Forced into the hcp structure, V, Nb, Ta, Cr, Mo and W all stretch along c by about a tenth: their c/a lies near 1.8, against √(8/3) = 1.633 for stacked hard spheres. Three sizes organise the series. The common stretch is about 0.2 in c/a, the differences among the six metals are a few hundredths, and the uncertainty left by the relaxation is of order 0.01. A model of d-band filling gives the direction of the stretch in group 5 and of its fall toward group 6; it does not give their sizes, nor a dependable stretch in group 6.

Metals of groups 5 and 6, each relaxed in the hcp structure without spin polarisation. Ansatz 0.2.0, DFT with the BLYP functional, scalar-relativistic PAW, plane-wave cutoff 420 eV, Fermi-Dirac smearing of width 0.1 eV. The bulk modulus comes from an equation of state over uniform scalings of the relaxed cell.

```
element   Z  valence electrons   k mesh  c over a, BLYP  volume per atom, BLYP (Å³)  bulk modulus, BLYP (GPa)
      V  23                  5  15×15×8          1.8250                       14.25                       159
     Cr  24                  6  16×16×8          1.8050                       12.31                       215
     Nb  41                  5  14×14×7          1.8490                       19.40                       148
     Mo  42                  6  15×15×7          1.7820                       16.76                       215
     Ta  73                  5  14×14×7          1.8000                       19.36                       174
      W  74                  6  15×15×7          1.7950                       17.11                       254
```

Here a is the spacing of atoms within a hexagonal layer and c the height of two layers. Z is the atomic number, the valence electrons are the group count, and the k mesh is the sampling of the Brillouin zone. The rows cover groups 5 and 6 only, and every run was non-magnetic. All six metals are bcc under ordinary conditions, so these BLYP cells are hypothetical and held by symmetry. Each c/a is where a relaxation came to rest, and another minimum or an unstable phonon is not excluded.

The geometry shows what the stretch does to the bonds. The volume per atom is V = (√3/4) a³ (c/a), and a neighbour in the next layer lies at x·a with x = √(1/3 + (c/a)²/4), which is 1 at the ideal ratio. For vanadium:

a = (4 × 14.25 / (√3 × 1.825))^(1/3) = 2.622 Å, x = √(0.333 + 0.833) = 1.080, x·a = 2.832 Å.

The twelve equal neighbours of close packing have thus become six short bonds in the layer and six longer ones between layers. In all six metals the interlayer bond is 6 to 9 % longer than the in-plane bond. The stresses of the same runs agree with this picture. Under uniform compression the in-plane stress rises faster than the stress along c in every row, so the layers are the stiffer direction.

The reason argued here is standard band theory. The d band binds because its lower, bonding states are filled first, and the gain depends both on the width of the band and on its shape. The width is set by how many neighbours an atom has and how close they are; the shape is set by the angles between bonds and by their relative lengths, and whether a given shape pays depends on where the filling stops. Near half filling the two-peaked band of bcc pays best, which is why these metals are bcc. In hcp the only freedom that symmetry leaves besides the volume is c/a, and on this view the metal uses it to reshape the band at the price of unequal bonds.

A canonical d-band model makes this balance explicit. Five d orbitals per atom are coupled by σ, π and δ hoppings in the ratio −6 : 4 : −1, falling with bond length d as d⁻⁵, and atoms repel in pairs as d⁻ᵖ. The energy is E = A·Sₚ·a⁻ᵖ − f·a⁻⁵, where Sₚ sums (d/a)⁻ᵖ over neighbours and f is the band energy for N_d electrons at a = 1. Minimising over a removes the strength A, and the best c/a is the one that maximises F = f / Sₚ^(5/p). No constant was adjusted to any row: N_d was set to the valence count minus one, and the exponent and the number of neighbours were each tried at two values.

The price of unequal bonds can be worked by hand. If only the width mattered, f would scale as √S₁₀. Take twelve neighbours, p = 15 and c/a = 1.813, nine grid steps of 0.02 above ideal:

x = 1.075, S₁₀ = 6(1 + 0.485) = 8.91, S₁₅ = 6(1 + 0.338) = 8.03,

F/F(ideal) = (8.91/12)^(1/2) / (8.03/12)^(1/3) = 0.862/0.875 = 0.985.

Stretching therefore costs 1.5 % of F at p = 15, where a model blind to filling stays at the ideal ratio for every metal; at p = 10 such a model has no preference. The full band calculation supplies the opposing term: at fixed width (p = 10) the change of shape alone gains 1.23 % at N_d = 4. Cost and gain nearly cancel, and the product 1.0123 × 0.985 reproduces the slight net loss printed for this case. At p = 15 the axial ratio of the model is thus decided by two opposing effects of about one per cent each, which makes it hard to predict closely.

The model's firm result is a window. In all four settings c/a lies above ideal for N_d from 3 to 4.5, and below ideal at 2 and at the values tried from 5.5 to 8. Group 5 sits inside the window and group 6 at its closing edge, so c/a should fall across the step. The table has that sign in each period, though the Ta–W step is too small to count, together with a smaller volume and a larger bulk modulus, the established signature of one more bonding d electron. Two groups define a step only, and the agreement is one of sign.

In size the model fails. For group 5 the soft repulsion runs to the end of the grid at 2.05 and the hard one stops about 0.1 short of the table. For group 6, three of the four settings return to the ideal ratio or below, although Cr, Mo and W remain stretched. The rms deviation from the table, 0.13 to 0.22 in c/a, brackets the 0.18 of the filling-blind model; the analysis printed below lists it row by row. In the model with twelve neighbours, the stretch lowers the density of states at the Fermi level for four d electrons, where the change of shape pays, and raises it for five, where it does not.

The neighbouring groups suggest where the fault may lie. The real hcp metals on either side, such as Ti, Zr, Re and Os, have c/a slightly under ideal (roughly 1.6, a recalled figure). The model agrees for group 7, but the counting rule puts group 4 at N_d = 3, inside the window. A window lying half an electron or more higher on the valence scale would keep group 6 stretched and move group 4 toward the lower edge. That the pure d band, lacking s–d mixing, misplaces the window in this way is a guess.

The irregular rows are the uneven steps: −0.067 from Nb to Mo, −0.020 from V to Cr and −0.005 from Ta to W. The last is unresolved. The relaxed cells of Nb, Mo, Ta and W keep unequal stresses of a few tenths of a GPa, and with a shear modulus assumed to be a third of the bulk modulus, removing them would shift c/a by up to about a hundredth, downward for Ta more than for W. The Nb–Mo step survives this test easily. For the V–Cr step the test is incomplete: in V the in-plane and axial stresses agree within 0.1 GPa, but the separate stresses of the relaxed Cr cell are not at hand. The step is also untested against magnetism, since spin polarisation was switched off in every run and chromium is the member most inclined to order magnetically. Why this step is smaller than the one from Nb to Mo is left open here.

The clearest irregularity is Ta against Nb. Their volumes, 19.36 and 19.40 Å³, differ by only 0.2 %, yet c/a differs by 0.049, and the leftover stresses would widen the gap. Atomic size alone therefore does not set c/a. The model treats all periods alike and has no term for this difference.

A change in d count would supply such a term, though this remains untested. Relativity lowers the 6s level, and a lower s band draws electrons from the d band of Ta and W. In the model, removing half an electron from N_d = 4 leaves c/a flat or lower in three settings (in the fourth both values sit at the end of the grid and cannot be compared), while removing it from N_d = 5 raises c/a in all four. Ta would then lie at or below Nb and W above Mo, squeezing the 5d step from both sides. The table has that order, though W exceeds Mo by only 0.013, close to the uncertainty, and spin-orbit coupling, which matters most for the 5d metals, is left out.

The level of theory probably bears on the hundredths and leaves the common stretch standing, though no other functional was tried here. Because the layers are stiffer, c/a drifts upward on expansion, by less than 0.01 for each per cent of volume on the same rough shear modulus. BLYP commonly gives transition metals volumes that are too large, so its ratios probably lie somewhat high, and the PBE-made PAW datasets add an untested error. The bulk moduli come from scalings at fixed c/a and are upper bounds to values with c/a relaxed at each volume.

Printed output of the fit:

```
ideal c/a 1.633; c/a is rounded to 0.001; g = states/eV/atom at Fermi level from smearing entropy
el   c/a  excess   %   in-plane(A) interlayer(A) ratio   g
V  1.825 +0.192 11.8   2.622   2.832   1.080  1.84
Cr 1.805 +0.172 10.5   2.507   2.686   1.071  1.65
Nb 1.849 +0.216 13.2   2.894   3.154   1.090  1.48
Mo 1.782 +0.149  9.1   2.790   2.962   1.062  1.36
Ta 1.800 +0.167 10.2   2.918   3.120   1.069  1.37
W  1.795 +0.162  9.9   2.803   2.991   1.067  1.13
V->Cr: c/a -0.020, volume -13.6%, B +35%, g -10%
Nb->Mo: c/a -0.067, volume -13.6%, B +45%, g -8%
Ta->W: c/a -0.005, volume -11.6%, B +46%, g -18%
Nb->Ta: c/a -0.049, volume -0.2%, B +18%, g -7%
group mean c/a (spread): group 5: 1.825 (0.049), group 6: 1.794 (0.023)
correlation of c/a, six rows: volume +0.16, B -0.76, g +0.48, valence -0.70
D = stress xx - zz; c/a shifts are orders of magnitude, assumed shear modulus B/3
V  dD/dlnV (0.96-1) -8 GPa = -0.05 B; shift per +1% V +0.001; D at 1.00 +0.01 GPa, shift to cancel -0.000
Cr dD/dlnV (0.92-0.96) -36 GPa = -0.17 B; shift per +1% V +0.005; D at 1.00 not given
Nb dD/dlnV (0.96-1) -19 GPa = -0.13 B; shift per +1% V +0.004; D at 1.00 -0.38 GPa, shift to cancel +0.007
Mo dD/dlnV (0.96-1) -44 GPa = -0.20 B; shift per +1% V +0.005; D at 1.00 -0.28 GPa, shift to cancel +0.004
Ta dD/dlnV (0.92-1) -26 GPa = -0.15 B; shift per +1% V +0.004; D at 1.00 +0.63 GPa, shift to cancel -0.010
W  dD/dlnV (0.92-1) -69 GPa = -0.27 B; shift per +1% V +0.007; D at 1.00 +0.33 GPa, shift to cancel -0.003
d-band model: best c/a on grid 1.47-2.05, step 0.02 (end values mean no optimum inside)
N_d  (neighbours,p) = (12,10) (18,10) (12,15) (18,15) | % bond gain at c/a 1.81 over ideal
2.0  1.57 1.57 1.61 1.61 | -0.94 -0.96 -2.38 -2.45
3.0  1.91 1.95 1.71 1.69 | +1.16 +0.89 -0.32 -0.63
3.5  2.01 2.05 1.71 1.71 | +1.36 +1.46 -0.12 -0.07
4.0  2.05 2.05 1.71 1.73 | +1.23 +1.63 -0.25 +0.10
4.5  1.95 2.03 1.67 1.69 | +0.70 +1.21 -0.77 -0.31
5.0  1.59 1.93 1.61 1.63 | -0.29 +0.19 -1.74 -1.32
5.5  1.55 1.47 1.61 1.61 | -0.64 -0.41 -2.09 -1.91
6.0  1.55 1.57 1.61 1.61 | -1.08 -0.88 -2.52 -2.37
7.0  1.47 1.47 1.59 1.59 | -0.99 -1.32 -2.44 -2.80
8.0  1.47 1.47 1.61 1.59 | +0.08 -1.00 -1.39 -2.48
model (12, 10) minus table, N_d = valence-1: V +0.23 Cr -0.21 Nb +0.20 Mo -0.19 Ta +0.25 W -0.20; rms 0.22
model (18, 10) minus table, N_d = valence-1: V +0.23 Cr +0.13 Nb +0.20 Mo +0.15 Ta +0.25 W +0.14; rms 0.19
model (12, 15) minus table, N_d = valence-1: V -0.11 Cr -0.19 Nb -0.14 Mo -0.17 Ta -0.09 W -0.18; rms 0.15
model (18, 15) minus table, N_d = valence-1: V -0.09 Cr -0.17 Nb -0.12 Mo -0.15 Ta -0.07 W -0.16; rms 0.13
filling-blind second-moment model (12,15): c/a 1.63, rms miss 0.18
12 neighbours, c/a 1.63: scaled moments m3 -0.240, m4 1.822; g x rms width: N_d=4 2.60, N_d=5 1.91
12 neighbours, c/a 1.81: scaled moments m3 -0.229, m4 1.801; g x rms width: N_d=4 2.12, N_d=5 2.67
```
